Particle-hole redundancy of the Bogoliubov-de Gennes Hamiltonian

A mean-field superconductor built on N fermion orbitals is described by a 2N × 2N matrix, although N orbitals can carry only N independent fermion modes. The doubling is bookkeeping, and it leaves a fixed trace in the matrix: an antiunitary relation that pairs every level +E with a level −E belonging to the same quasiparticle. This page derives that relation, the many-body spectrum that follows from it, and the properties of modes at E = 0.

1. Premises and conventions

(P1) There are N orthonormal orbitals i = 1 … N, with N finite. The index includes position (or momentum), band and spin. The operators obey {c_i, c_j†} = δ_ij and {c_i, c_j} = {c_i†, c_j†} = 0.

(P2) The Hamiltonian, with −μ times the particle number included, is quadratic:

Ĥ = Σ_ij h_ij c_i† c_j + ½ Σ_ij (Δ_ij c_i† c_j† + Δ_ij* c_j c_i) + E_c.   (1)

Here h = h† contains −μ on its diagonal, the second pairing term is the Hermitian conjugate of the first, and E_c is a real constant left by the mean-field decoupling.

No symmetry is assumed: h may contain magnetic fields, spin-orbit coupling, disorder and surfaces. A star is complex conjugation, ᵀ transposition and † both together. The matrices τ_x, τ_y, τ_z are Pauli matrices acting on the two N-component halves of a 2N-component vector, and σ are Pauli matrices for spin.

2. The pairing matrix is antisymmetric

Split Δ into S = ½(Δ + Δᵀ) and A = ½(Δ − Δᵀ). Relabelling i ↔ j in half of the sum gives Σ S_ij c_i† c_j† = ½ Σ S_ij {c_i†, c_j†} = 0. The symmetric part multiplies the zero operator, so it has no effect on Ĥ and can be dropped:

Δᵀ = −Δ, hence Δ† = −Δ*.   (2)

When Δ comes from a decoupling, it is a linear combination of the averages ⟨c_j c_i⟩, which are antisymmetric themselves, and (2) holds from the start.

3. Nambu form

Define the column Ψ = (c_1 … c_N, c_1† … c_N†)ᵀ with components Ψ_a, a = 1 … 2N. Its two halves are Hermitian conjugates of each other, and (P1) becomes

Ψ_a† = Σ_b (τ_x)_ab Ψ_b,   {Ψ_a, Ψ_b†} = δ_ab,   {Ψ_a, Ψ_b} = (τ_x)_ab.   (3)

The first relation is the redundancy: Ψ† holds no operator that Ψ lacks. Define the Bogoliubov-de Gennes (BdG) matrix, written row by row in N × N blocks,

ℋ = [ h, Δ ; Δ†, −hᵀ ] = [ h, Δ ; −Δ*, −h* ],   (4)

where the second form uses (2) and hᵀ = h*. It is Hermitian. Expanding ½Ψ†ℋΨ gives four terms. The upper left block gives ½ Σ h_ij c_i† c_j. The upper right gives ½ Σ Δ_ij c_i† c_j†. The lower left gives ½ Σ Δ_ji* c_i c_j, which is ½ Σ Δ_ij* c_j c_i after relabelling. The lower right gives −½ Σ h_ji c_i c_j† = −½ Σ h_ji (δ_ij − c_j† c_i) = −½ Tr h + ½ Σ h_ij c_i† c_j. Comparing the total with (1),

Ĥ = ½ Ψ†ℋΨ + ½ Tr h + E_c.   (5)

4. The particle-hole relation

Conjugating (4) gives ℋ* = [ h*, Δ* ; −Δ, −h ]. Multiplying by τ_x from both sides exchanges the two block rows and the two block columns, which yields [ −h, −Δ ; Δ*, h* ]. Therefore

τ_x ℋ* τ_x = −ℋ.   (6)

Only h = h† and (2) were used. The role of anticommutation can be stated exactly. Take any Hermitian 2N × 2N matrix M and split it as M = M₊ + M₋ with M± = ½(M ± τ_x M* τ_x). Because M* = Mᵀ, the matrix τ_x M₊ is symmetric and τ_x M₋ is antisymmetric. By (3), Ψ†M₊Ψ = Σ Ψ_a (τ_x M₊)_ab Ψ_b = ½ Σ (τ_x M₊)_ab {Ψ_a, Ψ_b} = ½ Tr M₊, and Tr M₊ = Tr M since Tr(τ_x Mᵀ τ_x) = Tr M. The part of a matrix that violates (6) thus contributes only a number. Every quadratic Hamiltonian can be written with a matrix that obeys (6), and no quadratic perturbation can break it. For this reason (6) is a redundancy of the description. It is not a symmetry of Ĥ: it relates no two different many-body states and yields no conserved quantity.

Introduce the operation C w = τ_x w* on 2N-component vectors. For w = (u, v), with u and v the particle and hole halves, C w = (v*, u*). It has the properties

C(λw) = λ* Cw,   C² = +1,   (Cw)†(Cw′) = (w†w′)*,   ℋ Cw = −C ℋw.   (7)

The first three follow from τ_x being real with τ_x² = 1. The last is (6) applied to τ_x w*: ℋ τ_x w* = −τ_x ℋ* w* = −τ_x (ℋw)*. A matrix with this structure and no further symmetry belongs to class D in the scheme of Altland and Zirnbauer.

5. Levels come in pairs

Let ℋw = Ew; E is real because ℋ is Hermitian. By (7), ℋ Cw = −C(Ew) = −E Cw, and Cw has the same norm as w. So C maps the eigenspace of E into that of −E, and since C² = 1 the map is one to one and onto. The two eigenspaces have equal dimension, and for E ≠ 0 they are orthogonal, being eigenspaces of different eigenvalues. The spectrum of ℋ is symmetric about zero, multiplicities included.

6. The partner level is the same quasiparticle

Attach to each vector w the operator

γ[w] = w†Ψ = Σ_i (u_i* c_i + v_i* c_i†).   (8)

Its conjugate is Σ (u_i c_i† + v_i c_i). Inserting Cw = (v*, u*) into (8) gives Σ (v_i c_i + u_i c_i†), the same operator:

γ[Cw] = γ[w]†.   (9)

From (3), {γ[w], γ[w′]†} = w†w′, and with (9), {γ[w], γ[w′]} = w†Cw′.

To see what γ[w] does to energies, write ½Ψ†ℋΨ = ½ Σ Ψ_a B_ab Ψ_b with B = τ_x ℋ antisymmetric (section 4). The identity [XY, Z] = X{Y, Z} − {X, Z}Y gives [Ψ_a Ψ_b, Ψ_c] = Ψ_a (τ_x)_bc − (τ_x)_ac Ψ_b. The second term contributes −½(τ_x BΨ)_c. The first contributes ½ Σ Ψ_a (Bτ_x)_ac, which equals −½(τ_x BΨ)_c as well because Bᵀ = −B. With τ_x B = ℋ,

[Ĥ, Ψ] = −ℋΨ,   so   [Ĥ, γ[w]] = −E γ[w] for ℋw = Ew.   (10)

Thus γ[w] lowers the many-body energy by E, and γ[Cw] lowers it by −E, which is what γ[w]† does. In short, γ(−E) = γ(E)†. This equality presumes that Cw is taken as the eigenvector at −E. A numerical diagonalisation returns it only up to a phase, or up to a unitary mixing if the level is degenerate.

7. The many-body spectrum

Assume first that ℋ has no zero eigenvalue. By section 5 there are N positive eigenvalues E_n with orthonormal vectors w_n, and the vectors Cw_n complete the basis. Set γ_n = γ[w_n]. Then {γ_n, γ_m†} = δ_nm, and {γ_n, γ_m} = w_n†Cw_m = 0 because the two vectors have eigenvalues of opposite sign. The γ_n are N ordinary fermion modes. Insert the spectral form ℋ = Σ_n E_n [w_n w_n† − (Cw_n)(Cw_n)†] into (5), with w_n†Ψ = γ_n and (Cw_n)†Ψ = γ_n†:

½Ψ†ℋΨ = ½ Σ_n E_n (γ_n†γ_n − γ_n γ_n†) = Σ_n E_n (γ_n†γ_n − ½).

The result is

Ĥ = Σ_{E_n>0} E_n (γ_n†γ_n − ½) + ½ Tr h + E_c.   (11)

The operators γ_n†γ_n commute and have eigenvalues 0 and 1. Acting with the γ_n† on a state that all γ_n annihilate produces 2^N orthonormal states, which exhausts the Fock space of N orbitals. That state is therefore unique, and it is the ground state, with energy

E₀ = ½ Tr h − ½ Σ_{E_n>0} E_n + E_c.   (12)

For Δ = 0 and eigenvalues ξ_n of h one has E_n = |ξ_n|, and (12) becomes Σ ½(ξ_n − |ξ_n|) + E_c, the filled Fermi sea. The grand partition function at β = 1/(k_B T) is Z = exp[−β(½ Tr h + E_c)] Π_n 2 cosh(βE_n/2). The averages ⟨γ†γ⟩ = f(E) and ⟨γγ†⟩ = 1 − f(E) = f(−E), with f the Fermi function, show that an occupied level at −E is an empty level at +E described a second time. Sums over all 2N levels therefore carry a factor ½.

8. Zero modes

Let K be the kernel of ℋ. If there are P positive eigenvalues, dim K = 2N − 2P, which is even. C maps K onto itself.

K has an orthonormal basis of self-conjugate vectors, Cw = w. For any w in K, the vectors w + Cw and i(w − Cw) are self-conjugate by (7), and w is a linear combination of them, so such vectors span K. Their inner products are real, since w†w′ = (Cw)†(Cw′) = (w†w′)*. Gram-Schmidt orthonormalisation then uses real coefficients only, which preserves Cw = w.

For these basis vectors (9) and (10) give

γ_a† = γ_a,   {γ_a, γ_b} = δ_ab,   γ_a² = ½,   [Ĥ, γ_a] = 0.   (13)

These are Majorana operators; many papers use √2 γ_a, whose square is 1. Self-conjugacy means v = u*, so particle and hole weights are equal on every orbital and w†τ_z w = 0. A single γ_a has no occupation number, as γ_a†γ_a = ½. Two of them form a fermion f = (γ_1 + iγ_2)/√2 with f² = 0, {f, f†} = 1 and f†f = ½ + iγ_1γ_2. With dim K = 2M, the M modes f complete the set of N fermions, they do not appear in (11), and every level of Ĥ is at least 2^M-fold degenerate, counting states of both fermion parities.

An unpaired mode is self-conjugate without any choice other than a phase. If w is the only zero vector available, Cw must be proportional to it, Cw = exp(iθ) w with real θ because norms are equal. Then w′ = exp(iθ/2) w obeys Cw′ = exp(−iθ/2) exp(iθ) w = w′. Since dim K is even for finite N, "unpaired" has a local meaning. It applies to the end of a semi-infinite wire, or to one end or one vortex of a finite gapped system whose partner mode is far away. C acts orbital by orbital, so it maps a vector localised in a region to a vector localised in the same region, and the argument applies there.

The same relation protects the mode. Let δℋ be any perturbation, which obeys (6), and w_a, w_b self-conjugate. By (7), (w_a†δℋw_b)* = (Cw_a)† C(δℋw_b) = −w_a†δℋw_b. The matrix elements are imaginary, and together with Hermiticity they form i times a real antisymmetric matrix. The diagonal elements vanish, so a lone mode does not shift in first order. It does not shift in any order while the gap around it stays open: the levels inside the gap move continuously and in ± pairs, so an odd number of them always leaves one at zero. Two modes can couple. With w_1†δℋw_2 = iε, the projected term in (5) is ½(iεγ_1γ_2 − iεγ_2γ_1) = iεγ_1γ_2 = ε(f†f − ½), an ordinary pair of levels ±ε. For a local δℋ, ε is limited by the overlap of the two wave functions.

The smallest example is the two-site version of Kitaev's chain: spinless, μ = 0, h_12 = h_21 = −t, Δ_12 = −Δ_21 = Δ_p, with t and Δ_p real and positive. The BdG levels are ±(t + Δ_p) and ±(t − Δ_p). The vectors w_1 = i(1, 0, −1, 0)/√2 and w_2 = (0, 1, 0, 1)/√2 are self-conjugate and give γ_1 = i(c_1† − c_1)/√2 and γ_2 = (c_2 + c_2†)/√2. Their coupling is w_1†ℋw_2 = i(t − Δ_p). At t = Δ_p both are zero modes, one on each site, and the ground level −t is reached in the even and in the odd parity sector.

9. Momentum space and other bases

Relation (6) holds for the full matrix. In a crystal, c_k† creates momentum k, so the spinor that block-diagonalises ℋ is Ψ_k = (c_k, c_−k†), with band and spin indices implied. Writing the pairing as ½ Σ_k c_k† Δ(k) c_−k† plus its conjugate, the steps of sections 2 to 4 give

ℋ(k) = [ h(k), Δ(k) ; Δ(k)†, −h(−k)ᵀ ],   Δ(k)ᵀ = −Δ(−k),   τ_x ℋ(−k)* τ_x = −ℋ(k).   (14)

The partner of a level E at k is the level −E at −k. Symmetry about zero at one fixed k needs an additional symmetry such as inversion, except where k and −k are equivalent. As an example take h(k) = ξ + η with ξ even and η odd in k, as produced by a uniform supercurrent, and Δ(k) = Δ iσ_y. The hole block is −ξ + η, and the levels at k are η ± √(ξ² + Δ²), which are paired only with those at −k.

The form of C depends on the basis. For the spinor (c↑, c↓, c↓†, −c↑†) = UΨ with U = diag(1, iσ_y), the matrix τ_x in C is replaced by U τ_x Uᵀ = τ_y σ_y. C² = +1 still holds.

10. Range of validity

Equations (2) to (13) are exact for any Hamiltonian of the form (1) with finite N. The approximations all sit in (P2).

Mean field. Replacing the interaction by h, Δ and E_c neglects fluctuations of the pair field and residual quasiparticle interactions. For weak-coupling pairing this requires the level spacing to be small compared with Δ; the size is estimated below. Ĥ conserves fermion parity but not particle number, so charging effects of small islands are outside the description. In an isolated sample the parity is fixed and only half of the states in (11) are accessible.

Self-consistency. h, Δ and E_c depend on the state and on temperature. Equation (11) gives excitation energies for a few quasiparticles added at fixed fields. Total energies of different phases can be compared only with E_c included.

Interactions. The redundancy itself survives. For the imaginary-time function G_ab(s) = −⟨T Ψ_a(s) Ψ_b†(0)⟩, the first relation in (3) and the sign from exchanging two fermion operators under time ordering give G(iω) = −τ_x G(−iω)ᵀ τ_x in equilibrium, with no quadratic assumption. For G = (iω − ℋ)⁻¹ this reduces to (6). Sharp levels and the sum (11) do not survive.

Infinite N. Tr h and Σ E_n then diverge separately, and they must be combined with one common cutoff, as in (12). The evenness of dim K may fail in a semi-infinite system.

Statistics. For bosons (3) has commutators, Δ is symmetric, and none of the statements on Majorana operators carry over.

11. Illustration: bulk aluminium in BCS form

Take zero field, T = 0 and the given gap Δ = 0.18 meV = 2.88 × 10⁻²³ J, real and positive. The reduced BCS interaction is −(g/V) Σ_kk′ b_k† b_k′ with b_k = c_−k↓ c_k↑, volume V, and both momenta in the shell |ξ_k| < ħω_D. Dropping the product of fluctuations of Σ b_k† and Σ b_k about their averages gives

Ĥ = Σ_kσ ξ_k c_kσ† c_kσ + Δ Σ_k (b_k† + b_k) + VΔ²/g,   Δ = −(g/V) Σ_k ⟨b_k⟩,

so E_c = VΔ²/g. The Hamiltonian separates into pairs of orbitals 1 = (k↑), 2 = (−k↓), with ξ_−k = ξ_k = ξ, h = ξ·1 and Δ_12 = −Δ_21 = Δ. In the basis (c_1, c_2, c_1†, c_2†) the rows of ℋ are

(ξ, 0, 0, Δ), (0, ξ, −Δ, 0), (0, −Δ, −ξ, 0), (Δ, 0, 0, −ξ).

Its square is (ξ² + Δ²) times the unit matrix and its trace is zero, so the levels are +E twice and −E twice, E = √(ξ² + Δ²). The vectors at +E are w_1 = (u, 0, 0, v) and w_2 = (0, u, −v, 0), with u² = ½(1 + ξ/E), v² = ½(1 − ξ/E) and uv = Δ/(2E). They give γ_1 = u c_1 + v c_2† and γ_2 = u c_2 − v c_1†. The partners are Cw_1 = (0, v, u, 0) and Cw_2 = (−v, 0, 0, u).

Choose ξ = 0.24 meV = 3.85 × 10⁻²³ J. Then E = 0.30 meV = 4.81 × 10⁻²³ J, u² = 0.90, v² = 0.10, u = 0.949 and v = 0.316. For this pair ½ Tr h = ξ, and (11) without E_c gives ξ − E, ξ, ξ and ξ + E:

no quasiparticle: −0.06 meV = −0.96 × 10⁻²³ J
one quasiparticle (two states): 0.24 meV = 3.85 × 10⁻²³ J
two quasiparticles: 0.54 meV = 8.65 × 10⁻²³ J

Direct diagonalisation in Fock space confirms this. The singly occupied states are untouched by pairing and lie at ξ. The empty state and c_1†c_2†|0⟩ form the matrix [ 0, Δ ; Δ, 2ξ ] with eigenvalues ξ ± E. There are four states; treating the four BdG levels as independent fermions would give 16. For ξ = −0.24 meV the BdG levels are unchanged, while the many-body levels become −0.54, −0.24 (twice) and 0.06 meV. The shift by 0.48 meV comes entirely from ½ Tr h.

Two points often mislead newcomers. The textbook 2 × 2 block on (c_k↑, c_−k↓†) contains w_1 and Cw_2, so its level −E belongs to γ_2† and not to γ_1†. That block has no redundancy, and both of its levels are needed. Second, at ξ = 0 one has u = v, and γ_1 = (c_k↑ + c_−k↓†)/√2 is neutral, yet it differs from γ_1† and has E = Δ. It is not a Majorana zero mode.

Zero modes are excluded more generally. Let the pairing matrix be Δ iσ_y on every site with uniform real Δ, and let h be time-reversal invariant, σ_y h* σ_y = h, which allows non-magnetic disorder, surfaces and spin-orbit coupling. In ℋ² the off-diagonal block Δ(h iσ_y − iσ_y h*) vanishes and the diagonal blocks are h² + Δ² and h*² + Δ². Hence |E| ≥ Δ for every level, and K is empty.

Now sum (12) over k. Each k labels one pair, so E₀ = Σ_k (ξ_k − E_k) + VΔ²/g, against Σ_k (ξ_k − |ξ_k|) in the normal state. Inverting the transformation gives c_1 = uγ_1 − vγ_2† and c_2 = uγ_2 + vγ_1†, so ⟨b_k⟩ = ⟨c_2 c_1⟩ = −uv = −Δ/(2E). With a constant density of states N₀ per spin and volume, and W = ħω_D, self-consistency reads 1/(gN₀) = ∫₀^W dξ/E = arsinh(W/Δ). The integral of E from −W to W is W√(W² + Δ²) + Δ² arsinh(W/Δ), and that of |ξ| is W². The energy difference per volume is

δe = N₀[W² − W√(W² + Δ²) − Δ² arsinh(W/Δ)] + Δ²/g = −N₀Δ² W/(W + √(W² + Δ²)),   (15)

because Δ²/g = N₀Δ² arsinh(W/Δ) cancels the logarithmic term. For W ≫ Δ this tends to −½N₀Δ².

For the cutoff take W = k_B Θ_D with the measured Debye temperature of Al, Θ_D = 428 K (temperature not stated; as listed by Wikipedia). Then W = 36.9 meV = 5.91 × 10⁻²¹ J, W/Δ = 205, arsinh(W/Δ) = 6.02 and gN₀ = 0.166. This coupling is fitted to the given Δ and predicts nothing about it. The magnitude of (15) lies below ½N₀Δ² by the fraction Δ²/(4W²) = 6.0 × 10⁻⁶. Had E_c been omitted, the result would be −6.52 N₀Δ², 13 times too large.

For absolute numbers use free electrons, three per atom, four atoms per cubic cell, and an approximate lattice constant of 0.405 nm. This gives n = 1.81 × 10²⁹ m⁻³, k_F = (3π²n)^(1/3) = 1.75 × 10¹⁰ m⁻¹, E_F = ħ²k_F²/(2m) = 11.7 eV = 1.87 × 10⁻¹⁸ J and N₀ = 3n/(4E_F) = 7.3 × 10⁴⁶ J⁻¹ m⁻³. Then δe ≈ −30 J/m³. This N₀ omits the electron-phonon mass enhancement, approximately a factor 1.4 in Al, which would scale δe in proportion, so the figure fixes only the order of magnitude. The ratios Δ/W = 4.9 × 10⁻³ and W/E_F = 3.2 × 10⁻³ support weak coupling and a constant N₀. The level spacing per spin, 1/(N₀V), reaches Δ at V = 4.8 × 10⁻²⁵ m³, a cube of edge 7.8 nm. In samples much larger than this the mean-field premise (P2) holds, and (11) describes spin-degenerate quasiparticles with E ≥ 0.18 meV, each of which appears twice in the spectrum of ℋ, once at +E and once at −E.